## Why do filled and empty levels move apart, and why do the top three filled levels move least?

I have orbital energies for W(CO)₅PF₃, a tungsten carbonyl with one PF₃ ligand, from three density functionals at one and the same geometry. I had hoped to convert one column into another with a constant offset, but the filled levels go down while the empty ones go up. The three highest filled levels also lag behind the rest, and the shifts of the deeper ones look ragged. What decides how far a level moves?

Kohn–Sham orbital energies of closed-shell W(CO)₅PF₃ in the gas phase, computed with Ansatz 0.2.0 in the def2-TZVPP basis, with a def2 core potential on tungsten, at one PBE0-D4/def2-TZVP geometry. Orbitals are counted from the HOMO (index 0; the LUMO is 1) and matched between functionals by their order in energy.

| orbital index | r2SCAN (eV) | CAM-B3LYP (eV) | LC-wPBE (eV) | LC-wPBE less r2SCAN (eV) |
| --- | --- | --- | --- | --- |
| -11 | -11.99 | -14.95 | -16.47 | -4.48 |
| -10 | -11.91 | -14.83 | -16.37 | -4.46 |
| -9 | -11.87 | -14.82 | -16.17 | -4.30 |
| -8 | -11.76 | -14.81 | -16.17 | -4.41 |
| -7 | -11.76 | -14.73 | -16.09 | -4.33 |
| -6 | -11.40 | -14.53 | -15.77 | -4.37 |
| -5 | -10.71 | -13.55 | -14.90 | -4.19 |
| -4 | -10.71 | -13.55 | -14.90 | -4.19 |
| -3 | -9.57 | -12.14 | -13.36 | -3.79 |
| -2 | -6.62 | -8.29 | -9.25 | -2.63 |
| -1 | -6.61 | -8.29 | -9.25 | -2.63 |
| 0 | -6.55 | -8.19 | -9.13 | -2.58 |
| 1 | -2.72 | -0.95 | 0.16 | 2.89 |
| 2 | -2.63 | -0.84 | 0.27 | 2.90 |

## Answer

Three sizes are worth remembering for this molecule. Between r2SCAN and LC-wPBE the highest filled levels sink by between 2 and 3 eV, the deeper ones by about 4 eV, and the empty ones rise by about 3 eV. A constant offset therefore fails by several eV. What decides the shift is whether the orbital is filled and, most likely, how compact it is.

**An electron should not repel itself.** A density functional first computes the repulsion of each electron with the whole electron cloud, which includes that electron's own share. The exchange term has to take this share out again. Exact exchange does so completely for a filled orbital, while a semilocal functional such as r2SCAN, which works only with the density, its slope and the kinetic energy of the orbitals at each point, does so incompletely. Some self-repulsion remains, and the filled levels lie too high.

The hydrogen atom shows this in its purest form. It has one electron, so all the computed electron repulsion is spurious. Semilocal functionals put its level several eV too high. The analogy gives the direction for filled levels only: hydrogen's cloud is small and has no other electrons around it, so the size of the error doesn't carry over to a large complex.

**Empty levels err the other way.** An electron added to an empty orbital should feel the repulsion of all the electrons already there, and there is no self-repulsion to take out. A semilocal functional, however, applies nearly the same potential to filled and empty orbitals. The empty orbital thus receives an attraction meant for electrons that are already part of the cloud, and it lies too low. Exact exchange makes the distinction, so it pushes the two groups apart.

**The gap opens almost evenly about its middle.** From r2SCAN to LC-wPBE the distance between the highest filled level (HOMO, index 0) and the lowest empty one (LUMO, index 1) grows by 5.46 eV, yet its midpoint moves by only 0.15 eV. Theory gives a reason. The exact energy changes along straight lines as a fraction of an electron is removed or added, whereas a semilocal energy follows an upward-bent curve. At the neutral molecule this curve is too shallow on the removal side and too steep on the addition side, by similar amounts, so the errors of HOMO and LUMO nearly cancel in the midpoint. Functionals with full exact exchange at long range usually come closer to the straight lines, which moves the two levels apart by similar amounts.

**The long-range part of exchange sets the order of the columns.** An electron leaving the molecule should feel the positive charge it leaves behind, even from far away. Semilocal exchange fades too quickly with distance to provide that pull. The share of exact exchange at long range is 0 % in r2SCAN, 65 % in CAM-B3LYP and 100 % in LC-wPBE, and at each step every filled level falls and both empty levels rise. At short range the shares are 0, 19 and 0 %, so short-range exchange alone would have made CAM-B3LYP the extreme column.

This suggests a simple estimate. Exchange enters an orbital energy in proportion to its share, so if the orbitals themselves hardly change, CAM-B3LYP should lie 65 % of the way from r2SCAN to LC-wPBE. For the gap this gives

3.83 eV + 0.65 × 5.46 eV = 7.38 eV.

The calculation gives 7.24 eV. The estimate is thus 0.14 eV too high, or about 4 % of the opening between r2SCAN and CAM-B3LYP.

The estimate takes the two outer columns as given and has no adjustable parameter; the CAM-B3LYP values play no part in it. Applied to every row, it misses by at most 0.29 eV, at index −6, where the level falls by 3.13 eV between r2SCAN and CAM-B3LYP. The estimate leaves out the 19 % of short-range exact exchange in CAM-B3LYP. The three functionals also differ in their semilocal parts and in the distance at which long-range exchange sets in, and these effects may partly cancel. The agreement therefore supports long-range exchange as the main cause but doesn't isolate it. The printed output after this answer lists the comparison row by row.

**Why the top three lag behind.** These levels fall by 2.6 eV on average, the deeper ones by 3.8 to 4.5 eV. As a result, the distance from the group of three down to the next filled level grows from 2.95 eV in r2SCAN to 4.11 eV in LC-wPBE. A change of functional thus alters the spacing among the filled levels as well as the gap.

Their number and closeness fit the filled 5d orbitals of tungsten, though the outputs don't print what the orbitals are made of. The metal is formally neutral here, with six d electrons in three orbitals. A 5d orbital is diffuse, and these three spread further by donating electron density into empty orbitals of the CO ligands. The more thinly a charge cloud is spread, the less it repels itself, and the less exact exchange has to remove. LC-wPBE uses exact exchange only for the long-range part of the repulsion, but that part, too, is weaker within a spread-out cloud.

The deeper levels should belong mainly to bonds and lone pairs of the ligands, which are built largely from the compact orbitals of carbon, oxygen and fluorine. Such a level may extend over several ligands and still shift like a compact one. The exact-exchange operator depends on the filled orbitals as a set, so combining equivalent lone pairs into molecule-wide orbitals leaves their average shift unchanged. Index −3 shifts least among the deeper levels; it may be the bond between tungsten and phosphorus, to which both atoms bring more diffuse orbitals. This account of the lag is an argument from the usual bonding picture; the energies agree with it but don't test it. It also looks only at self-repulsion. Exchange with the other filled orbitals is treated differently by the functionals too, and may add to the lag.

**The ragged rows.** Orbitals are matched by their order in energy, and between index −9 and −7 that order probably changes. In r2SCAN the two equal levels are −8 and −7; in LC-wPBE they are −9 and −8. If the pair is followed as a pair, it falls by 4.41 eV and the single level by 4.22 eV. In that case the shifts at −9 and −7 in the table compare different orbitals, so the up and down of these rows has no physical meaning of its own.

Index −6 is odd in another way: it makes the largest drop of all on going to CAM-B3LYP and then only a modest one to LC-wPBE. If the row follows the same orbital throughout, my guess is a lone pair on fluorine. Fluorine's orbitals are very compact, so they would profit most from the short-range exchange that CAM-B3LYP has and LC-wPBE lacks. A look at the shape of the orbital in all three functionals would settle it.

**What this means when you use the numbers.** Take all levels from one functional, and don't carry an offset found for the HOMO over to the LUMO or to the ligand levels. The gap in the table relates to removing one electron and adding another; it isn't the energy of the light the complex absorbs. The geometry is labelled a minimum, and the run records carry no warnings, but they list no vibrational frequencies to check this against. The makers of the data did find small imaginary frequencies in tests on other systems, which says nothing definite about this molecule. The geometry is also that of a single conformer, not necessarily the lowest. All three columns share it, so a flaw in it would hardly explain the differences between them. Two details need extra care:

- The LUMO in LC-wPBE lies at +0.16 eV, which, taken at face value, means that an added electron would not be bound. The basis set has no added diffuse functions to describe such a loose electron, so even the sign is uncertain.
- The top three levels lie within about 0.1 eV of one another. Spin–orbit coupling, which these calculations leave out, can split such tungsten levels by a few tenths of an eV, so their fine structure shouldn't be compared with a photoelectron spectrum.

For a related closed-shell complex, the same reasoning gives a first guess in three steps. Ask whether the level is filled or empty, which sets the direction. Then ask how compact its orbital is, which probably sets much of the size for filled levels. Finally, for long-range-corrected functionals like the two here, compare the long-range shares of exact exchange, which gives a rough idea of how much of the full shift to expect. A global hybrid has the same share at short range too, so this last step doesn't carry over to it.

Output of the analysis:

```
Steps between methods and miss of the 65 % estimate in eV:
  row  r2SCAN to CAM  CAM to LC  share of first step  estimate less CAM
  -11          -2.96      -1.52               0.6607              0.048
  -10          -2.92      -1.54               0.6547              0.021
   -9          -2.95      -1.35                0.686              0.155
   -8          -3.05      -1.36               0.6916             0.1835
   -7          -2.97      -1.36               0.6859             0.1555
   -6          -3.13      -1.24               0.7162             0.2895
   -5          -2.84      -1.35               0.6778             0.1165
   -4          -2.84      -1.35               0.6778             0.1165
   -3          -2.57      -1.22               0.6781             0.1065
   -2          -1.67      -0.96                0.635            -0.0395
   -1          -1.68      -0.96               0.6364             -0.036
    0          -1.64      -0.94               0.6357             -0.037
    1           1.77       1.11               0.6146              0.102
    2           1.79       1.11               0.6172              0.095
HOMO-LUMO gap in r2SCAN (eV): 3.83
HOMO-LUMO gap in CAM-B3LYP (eV): 7.24
HOMO-LUMO gap in LC-wPBE (eV): 9.29
Opening of the gap from r2SCAN to LC-wPBE (eV): 5.46
Share of that opening reached in CAM-B3LYP: 0.6245
Midpoint of the gap in r2SCAN (eV): -4.635
Move of the midpoint from r2SCAN to LC-wPBE (eV): 0.15
Lowest of the top three above the next filled level in r2SCAN (eV): 2.95
The same distance in CAM-B3LYP (eV): 3.85
The same distance in LC-wPBE (eV): 4.11
Mean shift of the top three filled levels (eV): -2.613
Smallest fall among the deeper filled levels (eV): -3.79
Largest fall among the deeper filled levels (eV): -4.48
Shift of the close pair in rows -9 to -7 when matched as a pair (eV): -4.41
Shift of the single level in rows -9 to -7 when matched so (eV): -4.22
HOMO above the mean of the pair below it in r2SCAN (eV): 0.065
HOMO above the mean of the pair below it in LC-wPBE (eV): 0.12
Largest miss of the 65 % estimate (eV): 0.2895
Level 3 (outside the table) above level 2 in LC-wPBE (eV): 0.00823
```
